**A turning CF₂Cl group and the shifts it leaves behind**

When one end of a molecule turns about a single bond, no bond is made or broken. Which nuclei notice the turn in their NMR shift, and how much of it survives in the averaged spectrum? The molecule here is a trimethylsilyl group joined through a CH₂ group to a carbon that bears two fluorines and one chlorine. It has two conformers, which differ in which halogen stands opposite the silicon.

In conformer 1 the chlorine is anti to silicon, with a torsion of 180°, and both fluorines are gauche. In conformer 2 the chlorine has moved to a gauche place at 56°, so one fluorine is now anti and the other gauche. The silyl group has also turned, to 32° from eclipsing the carbon chain, well away from a staggered position. The second conformer therefore differs from the first by more than an exchange of halogens.

GIAO NMR shifts of (CH₃)₃SiCH₂CF₂Cl without solvent, computed with PySCF 2.14.0 at the PBE0/6-31G(d) level on GFN2-xTB geometries from tblite 0.8.0. The averages use Boltzmann weights at 298.15 K from PBE0-D3(BJ)/6-31G(d) energies and GFN2-xTB free-energy terms.

| atom | nucleus | count | reference | shift in conformer 1 (ppm) | shift in conformer 2 (ppm) | averaged shift (ppm) |
| --- | --- | --- | --- | --- | --- | --- |
| 1 | 13C | 3 | TMS | -0.20 | -0.10 | -0.20 |
| 2 | 29Si | 1 | TMS | 5.30 | 3.70 | 5.10 |
| 5 | 13C | 1 | TMS | 35.40 | 32.20 | 35.10 |
| 6 | 13C | 1 | TMS | 136.10 | 136.20 | 136.10 |
| 7 | 19F | 2 | CFCl3 | -53.60 | -47.20 | -52.80 |
| 1 | 1H | 9 | TMS | 0.07 | 0.18 | 0.09 |
| 5 | 1H | 2 | TMS | 1.74 | 1.68 | 1.73 |

The columns "shift in conformer 1" and "shift in conformer 2" give the shielding of the reference less the shielding of the nucleus, so a higher value means a less shielded nucleus. "Count" is the number of nuclei that share a signal. Atom 5 is the CH₂ carbon and atom 6 the carbon with the halogens. Protons carry the number of the carbon to which they are bound.

**What the bonds fix**

The gross pattern follows from the neighbours of each atom. The three halogens draw electron density from atom 6 and make it the least shielded carbon, about 101 ppm above the CH₂ carbon in conformer 1. The methyl carbons and the silicon have nearly the surroundings they would have in tetramethylsilane, the reference, and so lie close to zero. A turn about a single bond changes none of these neighbours, which is why the order of the three carbon signals is the same in both conformers.

The value of 136.1 ppm for atom 6 carries a known error. A chlorine atom adds shielding to the carbon it is bound to through spin-orbit coupling, and this nonrelativistic calculation leaves that out, which pushes the shift up. The small basis set and the functional add errors of their own, so the sign of the total error is not known. These errors should matter far less for a comparison of the two conformers, since the same bonds are present in both.

**What the turn changes**

The turn changes which bonds lie opposite each other. Shielding arises from currents that the magnetic field drives in the electron cloud, and these depend on how filled and empty orbitals mix near the nucleus. Bonds that stand anti to each other overlap well and can exchange density, while gauche neighbours come closer in space. Nuclei near the rotated bond should therefore respond most, and those with a wide shift range should show it best.

Fluorine meets both conditions. Its lone pairs give it a much wider range of shifts than carbon, and the turn moves the fluorines themselves. Their mean shift rises by 6.4 ppm from conformer 1 to conformer 2, the largest change in the table. The value for conformer 2 is a mean over two unlike atoms, one anti and one gauche, so at least one of them must have moved by 6.4 ppm or more.

The CH₂ carbon and the silicon move the other way, down by 3.2 and 1.6 ppm. A plausible cause is hyperconjugation. In conformer 1 the electron-rich Si–C bond lies opposite the C–Cl bond, whose empty antibonding orbital is a good acceptor. In conformer 2 it faces a C–F bond, usually a poorer one. Less density would then leave the Si–C bond. If more density means more shielding, which is not a dependable rule for silicon, both of its atoms would be better shielded, as the table has it.

This explanation fits two signs but has not been tested by an analysis of the orbitals, and the twist of the silyl group may add a share of its own. Nor does it carry over to fluorine, whose shielding is a poor measure of its charge. The wide shift range of fluorine accounts for a large change, but why the change is upwards remains open. The familiar gamma-gauche effect, in which a gauche substituent shields the atom three bonds away, would also lower the silicon shift when chlorine turns gauche. But one fluorine leaves its gauche place in the same step, so the silicon row shows only the net result. The larger change sits on the CH₂ carbon, only two bonds from the halogens, where that rule does not apply.

**The rows that hardly move**

The surprising row is atom 6. It carries all three halogens and has the largest shift, yet it changes by only 0.1 ppm, no more than the rounding of the printed values can produce. A large shift is thus no sign of a large response to rotation: the first reflects which atoms are attached, the second how their arrangement alters the currents. Since the CH₂ carbon also keeps its neighbours and does move, unchanged neighbours alone do not explain why atom 6 stands still. Opposing changes may cancel there.

The methyl carbons are equally steady, but their value is a mean over three atoms, and a change at one of them would be diluted. The same holds for the methyl protons. Their mean rises by 0.11 ppm, which for nine protons adds up to about 1 ppm. A small change in such a row may therefore be a small change everywhere or a larger one at a few protons near a halogen.

**Why the average stays near conformer 1**

At room temperature the conformers interchange much faster than NMR can tell them apart, and each signal appears at the population-weighted mean. With $\delta_1$ and $\delta_2$ for the shifts in the two conformers and $p_2$ for the population of the second, the averaged shift is

$$\bar\delta = \delta_1 + p_2\,(\delta_2-\delta_1).$$

Conformer 2 holds 11.5 % of the molecules, so only about a ninth of each difference reaches the average. For fluorine, 6.4 ppm shrinks to about 0.7 ppm, and the signal stays close to its place in conformer 1. The formula returns all seven averages within rounding, as it must, because they were formed in this way. The printed output after this text lists the differences row by row.

The populations reflect both energy and counting. Conformer 1 is its own mirror image, whereas conformer 2 exists in left- and right-handed forms and is counted twice. Interchange between these forms also swaps the anti and gauche fluorines, which is why the two give one signal. Despite the double count, conformer 1 wins by 1.2 kcal/mol in free energy. Crowding between chlorine and the silyl group in conformer 2 is a possible reason, and the hyperconjugation described above would favour conformer 1 as well. Neither has been tested. The twisted silyl group fits crowding, and the lowest vibrations of conformer 2 are all real, as they should be at a minimum. But the twist alone shows neither what caused it nor how much energy any crowding costs.

**How much hangs on the energies**

The small share of conformer 2 is the least secure part of the result, and an estimate shows what depends on it. The tight-binding method used for the geometries puts the two conformers only 0.22 kcal/mol apart. Take conformer 1 as the lower one, leave out vibrations, and use 0.59 kcal/mol for the thermal energy $RT$. The ratio of conformer 2 to conformer 1 is then

$$2\,e^{-0.22/0.59}\approx 1.4,$$

where the factor 2 counts the mirror images. The share of conformer 2 becomes $1.4/2.4$, or 58 %, and the fluorine average becomes $-53.6+0.58\times 6.4\approx -49.9$ ppm.

The table has $-52.8$ ppm, because its populations rest on density-functional energies together with vibrational free-energy terms. Together these reverse the preference and move the fluorine signal by about 3 ppm, although the shifts of the individual conformers are the same in both cases. Most of the reversal comes from the energies. Density-functional energies alone lower the share of conformer 2 from 58 % to 19 %, whereas adding the free-energy terms to the tight-binding energies lowers it only to 44 %. The free-energy terms also carry a doubt of their own, since conformer 1 keeps an imaginary vibration and may not be a true minimum. If the true minimum lies to one side of the symmetric geometry, conformer 1 would have two mirror-image forms as well, and the counting would change. Noise in the relative energies matters less: it came to some hundredths of a kcal/mol in the data makers' tests on other systems, which here would change the share by about one percentage point. An error of ten percentage points in the population would move the fluorine average by 0.6 ppm.

Such small movements should not be read as the accuracy of the absolute shifts. In the data makers' tests on other systems, unscaled fluorine and silicon shifts could be off by tens of ppm, far more than any effect of the turn. The error for this molecule is not known. The difference between conformers is safer, because the reference drops out and much of the remaining error is common to both. It does depend on the geometry of conformer 1, though, and would change if the true minimum lies elsewhere. A measured fluorine shift set against this table would therefore say little about the populations, whereas a change of that shift with temperature could say more.

**The neighbours in the halogen series**

Replacing the chlorine by a third fluorine removes the effect by symmetry. A turn by 120° then gives the same molecule again, and there are no separate anti and gauche conformers whose populations could shift the fluorine signal. With two chlorines and one fluorine the distinction returns, but the counting is reversed: the form with a chlorine anti to silicon now has the mirror image and the double weight. For any such end group, the first step is to ask which atom is the odd one out, and the second is to ask what stands opposite the silicon when it turns.

Numerical output:

```
Changes between conformers and place of the average (ppm):
  row  conformer 2 less 1  average less conformer 1  reweighted less printed average
    1                 0.1                         0                           0.0115
    2                -1.6                      -0.2                            0.016
    5                -3.2                      -0.3                           -0.068
    6                 0.1                         0                           0.0115
    7                 6.4                       0.8                           -0.064
    1                0.11                      0.02                         -0.00735
    5               -0.06                     -0.01                           0.0031
Shift of C6 less that of C5 in conformer 1 (ppm): 100.7
Shift of C6 less that of the methyl carbons in conformer 1 (ppm): 136.3
Change summed over the two F atoms (ppm): 12.8
Move of the F average for ten more percentage points of conformer 2 (ppm): 0.64
Free-energy gap from the populations, both mirror images together (kcal/mol): 1.209
Free-energy gap for a single mirror image of conformer 2 (kcal/mol): 1.62
Share of conformer 2 from GFN2-xTB energies and mirror image alone (%): 58.18
F average with that share (ppm): -49.88
```
